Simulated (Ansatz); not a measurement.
# Ligand exchange: GaH2(NH2) + BH2(SH) → GaH2(SH) + BH2(NH2)

Species: GaH2(NH2), singlet; BH2(SH), singlet; GaH2(SH), singlet; BH2(NH2), singlet. The partners trade NH2 for SH: Ga–NH2 and B–SH bonds give way to Ga–SH and B–NH2.

Shapes, held fixed at every level: PBE0-D4/def2-TZVP. Programs: Ansatz 0.2.0. The zero-point and thermal change to 298 K, harmonic and unscaled (PBE0-D4/def2-TZVP), is +4.6 kJ/mol.

```tsv
level	kind	ΔH(298 K) (kJ/mol)	less CCSD(T)/def2-TZVPP	CPU time (sum over the molecules)
SPW92/def2-TZVPP	LDA	-93.9	-4.7	3.9 s
PBE-D4/def2-TZVPP	GGA	-92.6	-3.4	7.1 s
r2SCAN-D4/def2-TZVPP	meta-GGA	-92.5	-3.3	14 s
r2SCAN0-D4/def2-TZVPP	global hybrid	-95.8	-6.6	14 s
wB97M-V/def2-TZVPP	range-separated hybrid	-95.4	-6.2	26 s
B2PLYP/def2-TZVPP	double hybrid	-92.7	-3.5	12 s
CCSD/def2-TZVPP	coupled cluster or CI	-90.7	-1.5	–
CCSD(T)/def2-TZVPP	coupled cluster or CI	-89.2	0.0	39 s
```

The highest level, CCSD(T)/def2-TZVPP, gives ΔH(298 K) = -89.2 kJ/mol; the levels span -95.8 to -89.2. The column of differences is taken from that level and isn't an error. No measured value is set beside it here. Relativity is left out for Ga unless named. Correlated rows may include outer-core shells of Ga, which these sets cover unevenly. Times are processor times on shared x86 and Arm servers, and rough.

The exchange is clearly exothermic at every level, so the preference for pairing boron with nitrogen and gallium with sulfur doesn't hinge on the choice of method. The main cause is probably the B–N bond formed. Nitrogen's lone pair donates into the empty boron 2p orbital, and the compact, well-matched orbitals give strong π overlap on top of a polar σ bond. Sulfur's more diffuse 3p lone pair does this less well, and gallium's larger 4p orbital gains less from an amide group, so little π stabilisation is lost when Ga–NH2 becomes Ga–SH. The positive thermal correction fits this picture, since a stiffer B–N bond would raise the zero-point energy of the products.

Because the number of bonds is conserved, much of the error in each bond cancels, which probably explains why even the LDA lies close to CCSD(T); its closeness says little about its accuracy for separate bond energies. The result concerns isolated monomers, and association through bridging amide or thiolate groups could change the balance in condensed phases.
